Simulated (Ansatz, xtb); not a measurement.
# Relative energy of two isomers of C3H4F4

Structure a is `FCCC(F)(F)F`, a singlet and structure b is `C[C@H](F)C(F)(F)F`, a singlet. Both are isolated molecules in the gas phase, relaxed with PBE0-D4/def2-SVP, each in the lowest conformer that the search found.

a (Å):

```yaml
atoms:
  - { symbol: C, position_ang: [-1.6642, -0.5839, 0.2232] }
  - { symbol: C, position_ang: [-0.8253, 0.3207, -0.6557] }
  - { symbol: C, position_ang: [-0.6091, -0.2383, -2.0353] }
  - { symbol: F, position_ang: [-1.8034, -0.0064, 1.4557] }
  - { symbol: F, position_ang: [0.1283, 0.5821, -2.7836] }
  - { symbol: F, position_ang: [-1.7701, -0.4329, -2.6738] }
  - { symbol: F, position_ang: [0.0192, -1.4202, -1.9933] }
  - { symbol: H, position_ang: [-1.1816, -1.5684, 0.3392] }
  - { symbol: H, position_ang: [-2.6631, -0.7366, -0.2179] }
  - { symbol: H, position_ang: [-1.3106, 1.3021, -0.7602] }
  - { symbol: H, position_ang: [0.1615, 0.4815, -0.1974] }
```

b (Å):

```xyz
11

C    -2.2138    1.1884    0.6046
C    -2.7113    1.6134   -0.7522
C    -2.7595    0.4636   -1.7488
F    -3.9803    2.1194   -0.6555
F    -3.2271    0.8675   -2.9257
F    -1.5284   -0.0231   -1.9370
F    -3.5333   -0.5309   -1.3181
H    -2.2131    2.0526    1.2821
H    -2.8717    0.4120    1.0199
H    -1.1919    0.7911    0.5360
H    -2.0606    2.3859   -1.1977
```

Energies in hartree; the thermal terms are from GFN2-xTB frequencies at re-optimised GFN2-xTB minima (ideal gas, soft modes damped towards free rotors, one conformer each, 298.15 K, 1 atm) and include the zero-point energy:

|  | a | b |
| --- | --- | --- |
| E, CCSD(T)/def2-SVP | −514.499242 | −514.500709 |
| E, MP2/def2-SVP | −514.435552 | −514.436944 |
| E, MP2/def2-TZVPP | −515.413956 | −515.414774 |
| zero-point energy | 0.070301 | 0.069965 |
| H(298 K) − E | 0.078380 | 0.078170 |
| G(298 K) − E | 0.038175 | 0.038330 |

Correct the CCSD(T) difference for the basis set by the MP2 change, then work out ΔE, ΔE₀, ΔH and ΔG for a → b in kcal/mol (1 Eh = 627.51 kcal/mol) and the equilibrium ratio [b]/[a].

1. Differences b − a: CCSD(T) −0.001467, MP2 in the small set −0.001392, MP2 in the large set −0.000818 Eh.
2. ΔE = −0.001467 + (−0.000818 − (−0.001392)) = −0.000893 Eh = −0.56 kcal/mol.
3. ΔE₀ = ΔE + ΔZPE = −0.000893 + (−0.000336) Eh = −0.77 kcal/mol.
4. ΔH = ΔE + (−0.000210) Eh = −0.69 kcal/mol.
5. ΔG = ΔE + (+0.000155) Eh = −0.46 kcal/mol, so ΔS = (ΔH − ΔG)/T = −3.2 J/(mol K).
6. kT = 0.9442 mEh, so K = [b]/[a] = exp(−ΔG/kT) = exp(+0.78) ≈ 2.2.

The two are too close for this level to say which is favoured. An error of 1 kcal/mol in ΔG would change K by a factor of 5.4. Mirror images and further conformers aren't counted.

As drawn, both hold the same kinds of bond in the same numbers. Structure a has 0 methyl groups, b 1.

Other levels gave ΔE = +3.1 (GFN2-xTB); −0.1 (HF/STO-3G, GFN2-xTB geometries); −1.5 (r2SCAN-D4/def2-SVP, GFN2-xTB geometries); −0.8 (PBE0-D4/def2-SVP); −0.1 (HF/def2-SVP); −0.9 (MP2/def2-SVP); −0.9 (CCSD(T)/def2-SVP) kcal/mol. The correlated steps freeze 7 core orbitals. Programs: Ansatz 0.2.0, xtb 6.7.1.

The isomers are nearly isoenergetic, with a slight lean towards b (ΔE = −0.56 kcal/mol), probably because two substituent effects almost cancel. Moving the lone fluorine from a primary to a secondary carbon is normally stabilising, since the more substituted carbon better supports the polar C–F bond. In b, however, that carbon is bound directly to the strongly electron-withdrawing CF3 group, which puts two electron-poor carbons side by side and brings the vicinal fluorines into gauche contact. In a, the CH2 spacer relieves both penalties.

Electron correlation favours b: in the same small basis the difference grows from −0.1 (HF) to −0.9 kcal/mol (MP2), which suggests greater medium-range correlation in the more compact, branched skeleton. Enlarging the basis takes back part of that gain. GFN2-xTB alone puts a lower, by 3.1 kcal/mol, probably because its parametrised electrostatics misjudge the balance between neighbouring fluorinated carbons. The ratio of 2.2 is purely thermodynamic: interconversion would require fluorine and hydrogen to exchange carbons, so the isomers should persist separately under ordinary conditions.
